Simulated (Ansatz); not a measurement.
**Ligand exchange: CBr3Cl + SiH3F → CBr2ClF + SiH3Br**

Gas-phase species: CBr3Cl (tribromochloromethane) `ClC(Br)(Br)Br`, singlet; SiH3F `F[SiH3]`, singlet; CBr2ClF (dibromochlorofluoromethane) `FC(Cl)(Br)Br`, singlet; SiH3Br `[SiH3]Br`, singlet. The partners trade Br for F: C–Br and Si–F bonds give way to C–F and Si–Br.

Shapes, held fixed at every level: PBE0-D4/def2-TZVP. Programs: Ansatz 0.2.0. The zero-point and thermal change to 298 K, harmonic and unscaled (PBE0-D4/def2-TZVP), is +0.7 kJ/mol.

**Question.** Estimate ΔH(298 K) of this reaction.

**Answer.** The highest level, CCSD(T)/def2-TZVPP, gives ΔH(298 K) = +34.4 kJ/mol; the levels span +8.2 to +34.4. The column of differences is taken from that level and isn't an error. No measured value is set beside it here. Relativity is left out for Br. Outer-core shells of Br are correlated, in sets that cover them unevenly. CCSD(T)/def2-TZVPP lies outside the range of the other correlated levels here, so it shouldn't be taken on trust.

| level | kind | ΔH(298 K) (kJ/mol) | less CCSD(T)/def2-TZVPP |
| --- | --- | --- | --- |
| HF/def2-TZVPP | Hartree–Fock | +12.8 | -21.6 |
| SPW92/def2-TZVPP | LDA | +9.5 | -24.9 |
| PBE-D4/def2-TZVPP | GGA | +15.8 | -18.6 |
| B3LYP-D4/def2-TZVPP | global hybrid | +26.6 | -7.8 |
| BHLYP-D4/def2-TZVPP | global hybrid | +26.1 | -8.3 |
| wB97X-V/def2-TZVPP | range-separated hybrid | +18.5 | -15.9 |
| CCSD(T)/def2-SVP | coupled cluster or CI | +8.2 | -26.2 |
| CCSD(T)/def2-TZVPP | coupled cluster or CI | +34.4 | 0.0 |

Every level makes the exchange endothermic, so fluorine prefers silicon and bromine carbon. The thermal term is only +0.7 kJ/mol, which places this preference in the electronic energies of the bonds. Silicon is more electropositive than carbon, so its bond to fluorine is strongly polar and gains much from charge attraction, probably helped by donation from fluorine lone pairs into Si–H antibonding orbitals. Replacing that bond with Si–Br costs more than forming C–F returns. The carbon side likely offsets part of the cost, since a small fluorine relieves crowding among the heavy halogens and its lone pairs can delocalise into the neighbouring C–Br and C–Cl antibonding orbitals.

The sign is therefore better supported than the size. Coupled cluster moves from +8.2 to +34.4 kJ/mol on enlarging the basis alone, a shift as wide as the whole spread of levels, which suggests that the description of polar fluorine bonds and of bromine correlation is far from converged. Nor do the density functionals settle the magnitude, as their values don't rise steadily with the share of exact exchange.
